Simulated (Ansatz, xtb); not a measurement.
**Relative energy of two isomers of C4H6OSeSi**

We compare X, `Oc1c[se]c([SiH3])c1`, a singlet, with Y, `Oc1cc([SiH3])c[se]1`, a singlet. Both are isolated molecules in the gas phase, relaxed with r2SCAN-D4/def2-SVP; the shapes shown needn't be the lowest conformers.

X (Å):

```xyz
13

C    -0.5768    0.0892    0.5188
C    -1.2167   -0.9284    1.1922
C     1.0753   -0.2093    2.2052
C     0.6813    0.4792    1.0783
O    -1.0266    0.7309   -0.5884
Se   -0.2209   -1.4882    2.6611
Si    2.6677   -0.0017    3.1531
H    -1.8820    0.3592   -0.8401
H    -2.1813   -1.3782    0.9521
H     3.6659   -1.0554    2.7943
H     3.2414    1.3364    2.8231
H     2.4120   -0.0951    4.6216
H     1.2732    1.2793    0.6242
```

Y (Å):

```tsv
atom	x (Å)	y (Å)	z (Å)
C	-0.8997	-0.2077	0.4787
C	0.4518	-0.3313	0.6754
C	0.9044	-0.0152	2.0020
C	-0.0921	0.3636	2.8704
O	-1.5293	-0.4539	-0.6860
Se	-1.7785	0.3565	2.0557
Si	2.6937	-0.0985	2.5475
H	-2.4790	-0.3050	-0.5990
H	1.1068	-0.6495	-0.1399
H	2.7764	0.3004	3.9838
H	3.5469	0.8202	1.7324
H	3.2396	-1.4817	2.3896
H	-0.0029	0.6494	3.9193
```

Quicker runs give these differences E(Y) − E(X): GFN2-xTB +0.9 kcal/mol; HF/STO-3G +2.1 kcal/mol (at GFN2-xTB geometries); r2SCAN-D4/def2-SVP//GFN2-xTB +4.6 kcal/mol.

Problem. Estimate E(Y) − E(X) at the level CCSD(T)/def2-SVP + ΔMP2/def2-TZVPP.

Solution. Calculated at CCSD(T)/def2-SVP + ΔMP2/def2-TZVPP: E(Y) − E(X) = +4.9 kcal/mol, so structure X lies lower.

How the difference moves with the method:

```tsv
level	geometry	E(Y) − E(X) (kcal/mol)	departure from the last row (kcal/mol)	job, with rough time for the two
GFN2-xTB	GFN2-xTB	+0.9	−4.0	optimisation, 0.34 s
HF/STO-3G	GFN2-xTB	+2.1	−2.8	single point, 1 s
r2SCAN-D4/def2-SVP//GFN2-xTB	GFN2-xTB	+4.6	−0.3	single point, 10 s
r2SCAN-D4/def2-SVP	r2SCAN-D4/def2-SVP	+4.4	−0.5	optimisation, 1.8 min
HF/def2-SVP	r2SCAN-D4/def2-SVP	+5.6	+0.6	part of the CCSD(T) run
MP2/def2-SVP	r2SCAN-D4/def2-SVP	+5.2	+0.2	part of the CCSD(T) run
CCSD(T)/def2-SVP	r2SCAN-D4/def2-SVP	+4.8	−0.1	single point
CCSD(T)/def2-SVP + ΔMP2/def2-TZVPP	r2SCAN-D4/def2-SVP	+4.9		single point, 4.4 min
```

As drawn, both hold the same kinds of bond in the same numbers.

The levels shown agree on the order. The largest departure from CCSD(T)/def2-SVP + ΔMP2/def2-TZVPP is that of GFN2-xTB, 4.0 kcal/mol. The last row adds to CCSD(T) the change of the MP2 difference between the two basis sets, here +0.1 kcal/mol.

With thermal terms from frequencies at re-optimised GFN2-xTB minima (ideal gas, soft modes damped towards free rotors, one conformer each, 298.15 K, 1 atm): the zero-point term adds −0.3 kcal/mol; ΔH is +4.8 and ΔG +4.4 kcal/mol.

The correlated steps freeze 19 core orbitals; the filled d shell of Se is correlated, in a basis made for valence electrons. Codes used: Ansatz 0.2.0, xtb 6.7.1; the last row on 2 threads of Arm Neoverse V1 on a shared host.

The 4-hydroxy-2-silyl selenophene X lies below its 2-hydroxy-4-silyl isomer Y by +4.9 kcal/mol, and thermal terms barely change this. The preference is already present at Hartree–Fock level, +5.6 kcal/mol in def2-SVP, and correlation only trims it, so its origin is probably mainly electrostatic and conjugative. Selenium donates π density into the ring and is much less electronegative than oxygen, leaving the α carbons relatively electron-rich. An electropositive silyl group suits such a carbon, whereas hydroxyl, a σ acceptor and π donor, is probably better placed at the β position, where it competes less directly with the selenium lone pair. X satisfies both preferences and Y neither. Because both substituents change position between the isomers, the energy difference can't be divided between them; the monosubstituted selenophenes would be needed for that. Nor does the order identify the tautomer that would be isolated, since hydroxyselenophenes can convert to keto forms that give up ring aromaticity for a strong carbonyl bond.
